Dear colleague,

The heat that crosses a hydrogen-filled gap behind a wafer is set, in the continuum regime, by the thermal conductivity λ of the gas, and the quickest route to λ from the viscosity η and the heat capacity is the relation that Eucken proposed in 1913:

λM/η = c_v + 9R/4.

Here M is the molar mass, c_v the molar heat capacity at constant volume and R the gas constant. The relation rests on two transport factors, 5/2 for translational energy and 1 for internal energy. The first follows from kinetic theory. The second holds for one particular collision model and is an approximation for real molecules. I derive both from the same equation, so that you can see what is dropped and how large it is for H2.

1. Premises and notation

(P1) The gas is dilute and non-degenerate: p = nkT, collisions are binary, and the states of two colliding molecules are uncorrelated before they meet.

(P2) A molecule of mass m is described by its velocity c and an internal level i of energy E_i and degeneracy g_i. Cross sections are averaged over degenerate sublevels, so alignment of the rotational angular momentum is ignored. The distribution f_i(c, r, t) then obeys the Boltzmann equation as extended to internal levels by Wang Chang and Uhlenbeck, with detailed balance between direct and inverse collisions.

(P3) Gradients are weak on the scale of the mean free path, so f_i departs little from a local equilibrium in which translation and internal levels share one temperature T. Only terms linear in the gradients are kept.

Three more premises (rare inelastic collisions, level-independent elastic cross sections, and Eucken's value for one ratio of rates) enter later, at the step where each is needed.

I use the reduced velocity W = C/v, where C is the velocity relative to the local flow and v = √(2kT/m), and the reduced energy ε = E_i/kT. Angle brackets ⟨…⟩ denote the average over the normalised equilibrium distribution F ∝ g_i exp(−W² − ε_i). Each component of W is Gaussian with ⟨W_x²⟩ = 1/2, and

⟨W²⟩ = 3/2, ⟨W⁴⟩ = 15/4, ⟨W⁶⟩ = 105/8.

The mean of ε is written ε̄. Differentiating the mean internal energy with respect to T gives the fluctuation formula ⟨(ε − ε̄)²⟩ = c_int/R, which I call C_i. Thus c_v = c_tr + c_int with c_tr = 3R/2, and c_p = c_v + R.

2. The linearised equation

Write f = nF(1 + φ) with φ small. In the collision term the equilibrium part vanishes, and by detailed balance the part linear in φ is −nF Lφ, with

Lφ = n Σ ∫ F₁ g σ (φ + φ₁ − φ′ − φ₁′) dΩ d³c₁.

The subscript 1 marks the partner, primes mark values after the collision, g is the relative speed, σ the differential cross section, and the sum runs over the initial level of the partner and both final levels. Multiply by a function ψ and average. Exchanging the names of the two molecules lets us replace ψ by (ψ + ψ₁)/2. Exchanging initial and final states, which leaves the weight F F₁ g σ dΩ d³c d³c₁ unchanged and reverses the sign of the bracket in φ, lets us replace that by −Δψ/4. Hence

[ψ, φ] ≡ ⟨ψ Lφ⟩ = (n/4) «Δψ Δφ», (1)

where Δψ = ψ′ + ψ₁′ − ψ − ψ₁ is the change of the pair sum in a collision and «…» is the integral over all collisions with that weight. For vectors and tensors the product is the full contraction. So L is symmetric and non-negative, and it annihilates only the collision invariants 1, W and W² + ε. It can be inverted on functions orthogonal to these.

On the streaming side, (P3) lets us insert the local equilibrium nF, since the gradient of φ is of second order. For the steady states below the time derivative is also of second order, and the equation reads Lφ = −c·∇ ln(nF).

Shear. Let the flow be u_x(y) with du_x/dy = s at uniform n and T. Only the exponent −m(c_x − u_x)²/2kT depends on y, so c·∇ ln(nF) = (m/kT) C_x C_y s = 2 W_x W_y s. The stress is P_xy = nm⟨C_x C_y φ⟩ = 2p⟨W_x W_y φ⟩, and the definition P_xy = −ηs gives

η = 4p ⟨W_x W_y L⁻¹ W_x W_y⟩. (2)

Heat conduction. Let the gas be at rest at uniform pressure with a temperature gradient. Then ln(nF) varies through n ∝ 1/T, through the factor T^(−3/2) exp(−W²), and through exp(−ε)/Z_int, where d ln Z_int/d ln T = ε̄. The three logarithmic derivatives with respect to ln T are −1, W² − 3/2 and ε − ε̄, so

c·∇ ln(nF) = v (a + b)·∇ ln T, with a = (W² − 5/2) W and b = (ε − ε̄) W.

The heat flux is q = nkT v ⟨W (W² + ε) φ⟩. There is no mass flow, ⟨Wφ⟩ = 0, so we may subtract (5/2 + ε̄)W inside the average, which gives q = p v ⟨(a + b) φ⟩. With φ = −v L⁻¹(a + b)·∇ ln T, isotropy (a factor 1/3 for one Cartesian component) and q = −λ∇T,

λ = (2pk/3m) ⟨(a + b)·L⁻¹(a + b)⟩. (3)

The vector a is the flux of translational energy and b the flux of internal energy. Both are orthogonal to W, since ⟨a·W⟩ = 15/4 − (5/2)(3/2) = 0 and ⟨ε − ε̄⟩ = 0, and to the scalar invariants by parity, so L⁻¹ exists on them. Their norms are

⟨a·a⟩ = 105/8 − 5(15/4) + (25/4)(3/2) = 15/4, ⟨b·b⟩ = (3/2) C_i, ⟨a·b⟩ = 0.

3. How L⁻¹ is approximated

Let χ₀ = L⁻¹ψ. For any trial function χ, the inequality [χ − χ₀, χ − χ₀] ≥ 0 expands to ⟨ψ L⁻¹ψ⟩ ≥ 2⟨χψ⟩ − [χ, χ]. The right side is stationary at χ₀, so a trial function that is off to first order gives a transport coefficient that is off to second order, and always low. The first Chapman–Enskog approximation takes χ as a combination of the driving functions themselves.

For shear take χ = xψ with ψ = W_x W_y. The maximum over x is ⟨ψ²⟩²/[ψ, ψ], and ⟨ψ²⟩ = 1/4, so (2) gives η = p/ν_η with the rate ν_η = [ψ, ψ]/⟨ψ²⟩. Because L is isotropic, all five components of the traceless tensor T = WW − (W²/3)1 have this same ratio, and we may sum over them. With ⟨T:T⟩ = (2/3)⟨W⁴⟩ = 5/2 and S ≡ [T, T],

η = 5p/(2S). (4)

For heat take χ = x₁a + x₂b. Maximising the quadratic form gives A x = N, where A is the 2 × 2 matrix of brackets [a, a], [a, b], [b, b] and N = (15/4, 3C_i/2). The maximum is N·A⁻¹N, so

λ = (2pk/3m) N·A⁻¹N. (5)

4. The brackets in centre-of-mass variables

Put G = (W + W₁)/√2 and γ = (W₁ − W)/√2, so that W = (G − γ)/√2 and W₁ = (G + γ)/√2. The transformation is orthogonal, W² + W₁² = G² + γ², so G and γ are independent Gaussians of the same form as W. Momentum conservation leaves G unchanged. The quantity γ² is the relative kinetic energy over kT, so energy conservation reads Δ(γ²) = −Δε, where Δε is the change of ε + ε₁. The factor gσ does not depend on G, so the average over G can be done at once, with ⟨G_j G_l⟩ = δ_jl/2.

Stress. WW + W₁W₁ = GG + γγ. With t = γγ − (γ²/3)1 this gives ΔT = Δt and

S = (n/4) «Δt : Δt».

Translational heat flux. Since W² = (G² + γ² − 2G·γ)/2 and W₁² = (G² + γ² + 2G·γ)/2, the terms odd in γ cancel in the pair sum:

W²W + W₁²W₁ = [(G² + γ²) G + 2 (G·γ) γ]/√2.

Writing (G·γ)γ = G·t + (γ²/3)G and noting that W + W₁ and G²G do not change,

Δa = [−(5/3) Δε G + 2 G·Δt]/√2.

Internal heat flux. εW + ε₁W₁ = [(ε + ε₁) G + (ε₁ − ε) γ]/√2, so with w = (ε₁ − ε)γ

Δb = [Δε G + Δw]/√2.

Now form the products and average over G. We have ⟨G²⟩ = 3/2 and ⟨|G·Δt|²⟩ = Δt:Δt/2; the term G·Δt·G averages to half the trace of Δt, which is zero; and terms odd in G vanish. The results are

Δa·Δa → (1/2)[(25/9)(3/2) Δε² + 4(1/2) Δt:Δt] = Δt:Δt + (25/12) Δε²,
Δa·Δb → (1/2)(−5/3)(3/2) Δε² = −(5/4) Δε²,
Δb·Δb → (3/4) Δε² + |Δw|²/2.

With X = (n/4)«Δε²» and Y = (n/8)«|Δw|²»,

[a, a] = S + (25/12)X, [a, b] = −(5/4)X, [b, b] = Y + (3/4)X. (6)

This is the central step. The integral S that fixes the viscosity also fixes the decay of the translational heat flux, whatever the force law, and the two heat fluxes are coupled only through X, which collects the collisions that move energy between translation and the internal levels.

5. The factor 5/2

(P4) Collisions that exchange energy between translation and internal levels are rare, so X is negligible beside S and Y.

Then A is diagonal and λ = λ_tr + λ_int. From (5) and (4),

λ_tr = (2pk/3m)(15/4)²/S = (2/3)(225/16)(2/5)(k/m)η = (15/4)(k/m)η,

and with k/m = R/M,

λ_tr M/η = (15/4)R = (5/2) c_tr. (7)

The origin of the 5/2 can be read off. The decay rate of the heat flux is ν_q = S/(15/4), that of the stress ν_η = S/(5/2), so ν_q = (2/3)ν_η. In terms of its rate, λ_tr = (5/2)(k/m)p/ν_q, in which the translational heat capacity at constant pressure appears. The factor is therefore (5/3) × (3/2): 5/3 because fast molecules both carry more energy and carry it faster, 3/2 because the heat flux survives collisions longer than the stress does.

6. Internal energy travels by diffusion

(P5) The elastic cross section does not depend on the internal levels, and with (P4) each molecule keeps its level in nearly all collisions.

Then Δw = (ε₁ − ε)Δγ, the average over levels factors out, and ⟨(ε₁ − ε)²⟩ = 2C_i because the two molecules are independent. So Y = C_i Y₀ with Y₀ = (n/4)«|Δγ|²».

The same Y₀ governs self-diffusion. Label a trace fraction of the molecules, of density n*, in a gas of uniform n and T. The partners are unlabelled and in equilibrium, so the operator keeps only φ − φ′, and only the exchange of initial and final states is available: the bracket is (n/2)«(ψ′ − ψ)(φ′ − φ)». The driving term is vW·∇ ln n*, the flux is n* v⟨Wφ⟩ = −D∇n*, and the steps of sections 2 and 3 give D = (v²/3)⟨W²⟩²/[W, W]*. Since W′ − W = −Δγ/√2, the bracket is [W, W]* = (n/4)«|Δγ|²» = Y₀, and

D = (2kT/3m)(9/4)/Y₀ = 3kT/(2mY₀). (8)

The second diagonal term of (5) is λ_int = (2pk/3m)(3C_i/2)²/(C_i Y₀) = 3pkC_i/(2mY₀) = nkC_i D. With the mass density ρ = nm,

λ_int M/η = f_int c_int, f_int = ρD/η = (3/5) S/Y₀. (9)

An internal level is a label that the molecule carries with it, and it moves as any label does. With ν_D = Y₀/(3/2), the rate at which a molecule forgets its direction of flight, f_int = ν_η/ν_D.

7. The factor 1 and the Eucken relation

For an elastic collision with deflection angle χ, |Δγ|² = 2γ²(1 − cos χ) and Δt:Δt = 2γ⁴(1 − cos²χ). Define Q₁ = ∫(1 − cos χ)σ dΩ and Q₂ = ∫(1 − cos²χ)σ dΩ. Then S = (n/2)⟨gγ⁴Q₂⟩ and Y₀ = (n/2)⟨gγ²Q₁⟩, averaged with the weight γ² exp(−γ²) dγ. Suppose both cross sections vary as g^(1 − 2ω). Since g ∝ γ√T, this makes S ∝ nT^(1 − ω) and η ∝ T^ω by (4). The two averages are proportional to Γ(9/2 − ω) and Γ(7/2 − ω), whose ratio is 7/2 − ω, so

f_int = (3/5)(7/2 − ω) Q₂/Q₁. (10)

For isotropic scattering Q₂/Q₁ = 2/3 and f_int = (7 − 2ω)/5. Rigid spheres (ω = 1/2) give 6/5. Isotropic scattering at a collision rate independent of speed (ω = 1) gives exactly 1. In general Q₂/Q₁ is the mean of 1 + cos χ with the weight (1 − cos χ)σ, so forward-peaked scattering, which softer force laws produce, raises it above 2/3.

(P6) Eucken's premise: f_int = 1, that is ρD = η, or ν_D = ν_η.

This is the value given by the elementary free-path picture, in which momentum, a label and an energy uncorrelated with speed are all carried over the same length, so that η/ρ and D coincide. It is also the exact result for the model just named, and there the trial functions of section 3 are exact too. Let ν be the constant collision rate. Isotropy makes γ′ and t′ average to zero. Then LT = ν⟨t⟩₁, the average over the partner of the traceless part of (W₁ − W)(W₁ − W)/2, which is νT/2. For b the partner terms vanish on averaging over ε₁, and W′ averages to (W + W₁)/2 and then to W/2, so Lb = νb/2. For a, La = ν√2⟨G·t⟩₁, where

√2 G·t = (W₁² − W²)(W₁ − W)/2 − |W₁ − W|²(W + W₁)/6.

The partner averages of the two terms are (W² − 3/2)W/2 and (W² + 1/2)W/6, and their difference is a/3. The three functions are eigenfunctions with rates ν/2, ν/2 and ν/3.

Adding (7) and (9) with f_int = 1 and c_int = c_v − 3R/2,

λM/η = (15/4)R + c_v − (3/2)R = c_v + 9R/4. (11)

For an ideal gas R = c_p − c_v = (γ_h − 1)c_v, where γ_h = c_p/c_v is the heat-capacity ratio (the subscript keeps it apart from the vector γ). Dividing (11) by c_v,

λM/(ηc_v) = 1 + (9/4)(γ_h − 1) = (9γ_h − 5)/4, (12)

and the Prandtl number Pr = c_p η/(λM) is γ_h divided by (12):

Pr = 4γ_h/(9γ_h − 5). (13)

A monatomic gas (γ_h = 5/3) gives 5/2 and Pr = 2/3. A classical rigid diatomic (γ_h = 7/5) gives 1.9 and Pr = 14/19 = 0.737. As the internal heat capacity grows and γ_h → 1, both quantities tend to 1.

8. What inelastic collisions change

Premise (P4) can be lifted, because (6) is general within (P1) to (P3). First relate X to the relaxation time. Let the internal levels be at T + δT while translation is at T, so φ = (ε − ε̄)δT/T. The excess of ⟨ε⟩ is C_i δT/T, and by (1) its rate of change is −[ε, φ] = −X δT/T. If τ is defined by dE_int/dt = −(E_int − E_int,eq(T))/τ, with T the translational temperature, then X = C_i/τ. I define the collision number by Z = 4pτ/(πη), and f_int now by Y = (p/η)(3C_i/2f_int), which agrees with (9) in the elastic case.

The terms in X form a matrix of rank one, (3X/4) uuᵀ with u = (5/3, −1). For A = A₀ + κuuᵀ, direct multiplication confirms A⁻¹ = A₀⁻¹ − κA₀⁻¹uuᵀA₀⁻¹/(1 + κ u·A₀⁻¹u). With A₀ = diag(S, Y) and S = 5p/2η we find A₀⁻¹N = (η/p)(3/2, f_int), u·A₀⁻¹N = (η/p)(5/2 − f_int) and u·A₀⁻¹u = (η/p)(10/9 + 2f_int/3C_i). Inserting κ = 3C_i/4τ and η/pτ = 4/πZ in (5),

λM/(ηR) = 15/4 + f_int C_i − (2/πZ) C_i (5/2 − f_int)² / [1 + (2/πZ)(5C_i/3 + f_int)]. (14)

To first order in 1/Z the last term is the correction of Mason and Monchick (1962). It is always negative: exchange moves energy out of the efficient translational channel into the slower internal one. In a gas that relaxes quickly it offsets part of what (P6) omits. For a model rotor with C_i = 1, f_int = 1.3 and Z = 5, the first two terms give 5.05, the correction is 0.13, and the total of 4.92 lies between 5.05 and the Eucken value 4.75. Hydrogen relaxes slowly and gets no such compensation.

9. Hydrogen at 300 K

Inputs, all typical or approximate values and not measurements: M = 2.016 g/mol; η ≈ 8.9 µPa s; rotational levels E_J = B J(J + 1) − D_c J²(J + 1)² with B ≈ 59.3 cm⁻¹ and D_c ≈ 0.046 cm⁻¹; vibrational spacing ≈ 4160 cm⁻¹; Z ≈ 300; f_int ≈ 1.3 as a typical value for realistic force laws.

At 300 K, kT corresponds to 208.5 cm⁻¹, and the levels J = 1 to 7 lie at 118.4, 354.1, 705.0, 1167.6, 1737.6, 2409.5 and 3176.5 cm⁻¹. Gas-phase collisions practically do not convert para (even J) into ortho (odd J), so normal hydrogen is a fixed 1:3 mixture. The derivation carries over if ε̄ is taken separately for each species: masses and, by (P5), cross sections are equal, neither species has a net flux in the steady state, and C_i becomes the mixture average of the two variances. The variance of E_J/kT with weights (2J + 1)exp(−E_J/kT) is 1.100 over even J and 0.927 over odd J, so

C_i = (1.100 + 3 × 0.927)/4 = 0.970.

Vibration adds x² exp(−x) with x = 4160/208.5, about 9 × 10⁻⁷, which is negligible. Hence c_v = 2.470 R = 20.54 J mol⁻¹ K⁻¹, c_p = 3.470 R = 28.85 J mol⁻¹ K⁻¹ and γ_h = 1.405. The Eucken relation gives

λM/η = 4.720 R = 39.24 J mol⁻¹ K⁻¹, (9γ_h − 5)/4 = 1.911, Pr = 0.735,

λ = 39.24 × 8.9 × 10⁻⁶ / (2.016 × 10⁻³) = 0.173 W m⁻¹ K⁻¹,

of which translation carries 79 % and rotation 21 %. The third figure of λ exceeds the precision of η and serves only for the comparison that follows, in which η cancels from the percentage changes.

f_int = 1.0 (Eucken): λM/ηR = 4.720, λ = 0.173 W m⁻¹ K⁻¹, Pr = 0.735
f_int = 1.2 (rigid spheres): λM/ηR = 4.914, λ = 0.180 W m⁻¹ K⁻¹, Pr = 0.706, change +4.1 %
f_int = 1.3 (typical): λM/ηR = 5.011, λ = 0.184 W m⁻¹ K⁻¹, Pr = 0.692, change +6.2 %

The inelastic term of (14), with f_int = 1 and Z = 300, is 0.0046, or 0.1 % of 4.720. The higher terms of the variational expansion are also small. For rigid spheres the second approximation, which I quote without deriving it, multiplies λ_tr by 45/44 and η by 205/202, so the factor 5/2 becomes 2.52, a rise of 0.8 %. For hydrogen, then, (P4) is very well met and (P6) is the weak premise: for f_int between 1.2 and 1.3 the Eucken value lies 4 to 6 % below equation (14), and it should be quoted as 0.17 W m⁻¹ K⁻¹ with that bias in mind.

Now the gap. Take a wafer at 310 K facing a cooled plate at 290 K across d = 0.5 mm of H2 at 100 Torr (13332 Pa), as in a cool-down station. I define the mean free path by ℓ = (η/p)√(πRT/2M). The square root is 1394 m/s, so pℓ = 93 Torr µm, ℓ = 0.93 µm and Kn = ℓ/d = 0.0019. The continuum heat-transfer coefficient is

h = λ/d = 346 W m⁻² K⁻¹ ≈ 35 mW cm⁻² K⁻¹,

or 37 mW cm⁻² K⁻¹ with f_int = 1.3. The flux for 20 K is 0.69 W/cm², which over the 707 cm² of a 300 mm wafer is 0.49 kW. The variation of λ with T across the gap cancels to first order when λ is taken at the mean temperature. Since S ∝ n, neither η nor λ depends on pressure, and in this regime raising the backside pressure does not raise h.

The walls add a resistance that (11) knows nothing of, and an estimate of it belongs here because it is as large as the effects just listed. Let heat flow toward a wall at T_w, with flux q, and let T_g be the gas temperature extrapolated to the wall. The molar impingement rate is Γ = p/√(2πMRT). A stream crossing a plane from an equilibrium gas carries 2RT of translational energy per mole, so its heat capacity is c_v + R/2. Assume that the incident stream carries its equilibrium energy at T_g plus half of q, and that the wall takes up a fraction α of the difference between the incident energy flux and that of the same stream at T_w. Then q = α[Γ(c_v + R/2)(T_g − T_w) + q/2]. Writing T_g − T_w = ζq/λ and using λ = c_p η/(M Pr),

ζ = [(2 − α)/α] [2γ_h/(γ_h + 1)] ℓ/Pr, and h = λ/(d + 2ζ) for two like walls.

With full accommodation ζ = 1.6 ℓ and 2ζ/d = 0.6 %. With α ≈ 0.3, a typical order for so light a gas on technical surfaces, ζ = 9.0 ℓ = 8.4 µm and the resistance rises by 3.4 %, which works against the 4 to 6 % by which the bulk value is low. Radiation between black surfaces would add 4σ_SB T³ = 0.61 mW cm⁻² K⁻¹, under 2 % of h, and real surfaces add less. The Rayleigh number g₀(ΔT/T)d³ Pr (ρ/η)², with g₀ = 9.81 m/s², is 9 × 10⁻⁵, far below the onset of buoyant convection at roughly 1700.

10. Range of validity

Density. (P1) needs n times the cube of the molecular diameter to be small. At 100 Torr and 300 K, n = 3.2 × 10¹⁸ cm⁻³, and with a diameter of about 0.3 nm the product is 9 × 10⁻⁵.

Rarefaction. Fourier's law with a bulk λ needs Kn ≪ 1, and h = λ/d needs the stronger condition 2ζ ≪ d, which for poorly accommodated hydrogen means d ≫ 18 ℓ. On an electrostatic chuck with, typically, 10 Torr in a 10 µm gap, ℓ = 9.3 µm, Kn = 0.93 and 2ζ/d would be about 17. There the heat transfer is governed by impingement and accommodation, grows with pressure, and the Eucken relation does not determine it.

One temperature. Internal energy diffuses a distance √(Dτ) before it exchanges with translation. From (9) and the definitions of Z and ℓ, Dτ = f_int Zℓ²/2, which for the example (f_int = 1) gives √(Dτ) = 11 µm, about 2 % of the gap. If a wall accommodates rotation and translation differently, the two temperatures differ within a layer of this order. The relation therefore wants 1 ≪ Z for (P4) and √Z ℓ ≪ d for (P3). Modes that cannot relax on the scale of the apparatus or of the transient, such as the ortho–para ratio, are left out of c_v, and vibration pumped by a discharge needs its own balance equation.

The internal factor. The departure of (11) from the uncoupled result is (f_int − 1)c_int, so the relation is best where c_int is small and degrades for molecules with many active modes. Collisions in which two molecules swap quanta with Δε = 0 violate (P5): they change w without entering X, and so alter f_int away from ρD/η. They matter most where long-range dipole forces make them frequent, and the relation should not be relied on for strongly polar gases. For H2 I have not computed them; their effect enters only through f_int, where each 0.1 moves λ by 2.1 %.

Composition. The gas must be one neutral species, undissociated. Atoms, ions or a heavier admixture bring diffusion of chemical enthalpy and unequal masses, for which the pair identities of section 4 no longer take this form. For pure normal hydrogen near 300 K in a gap of several hundred mean free paths, λ = (η/M)(c_v + 9R/4) gives 0.17 W m⁻¹ K⁻¹, and replacing the internal factor 1 by ρD/η is the first refinement worth making.